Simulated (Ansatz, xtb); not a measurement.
**Relative energy of two isomers of CHBCl−**

Structure a: `C#[B-]Cl`, a singlet. Structure b: `[BH-]#CCl`, a singlet. Both are isolated ions in the gas phase, relaxed with PBE0-D4/def2-TZVPD.

a (Å):

```xyz
4

C     0.0000    0.0000   -0.8297
B     0.0000    0.0000    0.4845
Cl    0.0000    0.0000    2.2445
H     0.0000    0.0000   -1.8993
```

b (Å):

```json
{"atom": "C", "x (Å)": "0.0000", "y (Å)": "0.0000", "z (Å)": "-0.5343"}
{"atom": "B", "x (Å)": "0.0000", "y (Å)": "0.0000", "z (Å)": "0.7810"}
{"atom": "Cl", "x (Å)": "0.0000", "y (Å)": "0.0000", "z (Å)": "-2.2115"}
{"atom": "H", "x (Å)": "0.0000", "y (Å)": "0.0000", "z (Å)": "1.9648"}
```

Problem. Which of the two would you expect CCSD(T)/def2-TZVPPD electronic energies to favour?

Solution. Structure a; the calculation gives E(b) − E(a) = +28.2 kcal/mol.

How the difference moves with the method:

```json
{"level": "GFN2-xTB", "geometry": "GFN2-xTB", "E(b) − E(a) (kcal/mol)": "+15.8", "departure from the last row (kcal/mol)": "−12.4", "job, with rough time for the two": "optimisation, 0.62 s"}
{"level": "HF/STO-3G", "geometry": "GFN2-xTB", "E(b) − E(a) (kcal/mol)": "+26.0", "departure from the last row (kcal/mol)": "−2.1", "job, with rough time for the two": "single point, 0.69 s"}
{"level": "r2SCAN-D4/def2-SVPD", "geometry": "GFN2-xTB", "E(b) − E(a) (kcal/mol)": "+30.8", "departure from the last row (kcal/mol)": "+2.6", "job, with rough time for the two": "single point, 3.4 s"}
{"level": "PBE0-D4/def2-TZVPD", "geometry": "PBE0-D4/def2-TZVPD", "E(b) − E(a) (kcal/mol)": "+27.0", "departure from the last row (kcal/mol)": "−1.1", "job, with rough time for the two": "optimisation, 36 s"}
{"level": "HF/def2-TZVPPD", "geometry": "PBE0-D4/def2-TZVPD", "E(b) − E(a) (kcal/mol)": "+30.7", "departure from the last row (kcal/mol)": "+2.6", "job, with rough time for the two": "part of the CCSD(T) run"}
{"level": "MP2/def2-TZVPPD", "geometry": "PBE0-D4/def2-TZVPD", "E(b) − E(a) (kcal/mol)": "+28.2", "departure from the last row (kcal/mol)": "+0.1", "job, with rough time for the two": "part of the CCSD(T) run"}
{"level": "CCSD(T)/def2-TZVPPD", "geometry": "PBE0-D4/def2-TZVPD", "E(b) − E(a) (kcal/mol)": "+28.2", "departure from the last row (kcal/mol)": "", "job, with rough time for the two": "single point, 21 s"}
```

As drawn, b has 1 C–Cl, 1 B–H in place of 1 B–Cl, 1 C–H.

None of the levels shown reverses the order. The largest departure from CCSD(T)/def2-TZVPPD is that of GFN2-xTB, 12.4 kcal/mol.

With harmonic frequencies from PBE0-D4/def2-TZVPD (ideal gas, rigid rotor, one conformer each, 298.15 K, 1 atm): on the last row, ΔE + ΔZPE = +27.3, ΔH = +27.4, ΔG = +27.3 kcal/mol.

The correlated steps freeze 7 core orbitals. Programs: Ansatz 0.2.0, xtb 6.7.1; the last row on 2 threads of Intel(R) Xeon(R) Processor @ 2.50GHz (Skylake/Cascade Lake) on a shared host.

The preference for a, +28.2 kcal/mol in electronic energy, is mainly a matter of which atom carries which substituent. The C–B distance is almost the same in both ions, so the short multiple bond survives the exchange, and the balance lies between B–Cl plus C–H and C–Cl plus B–H. Boron is the more electropositive partner and gains more from a polar bond to chlorine, while C–H is normally stronger than B–H. Isomer a has both favourable pairings. Placing chlorine on boron probably also spares its lone pairs some repulsion with the π density, which is polarised towards carbon despite the formal charge drawn on boron.

Hartree–Fock in the large basis already gives +30.7 kcal/mol, so the order doesn't depend on electron correlation, which only trims the gap. Vibrational and thermal terms barely alter it, leaving a strongly favoured at equilibrium between these two isomers. How readily b would rearrange to a is a separate question, one that depends on the barrier between them.
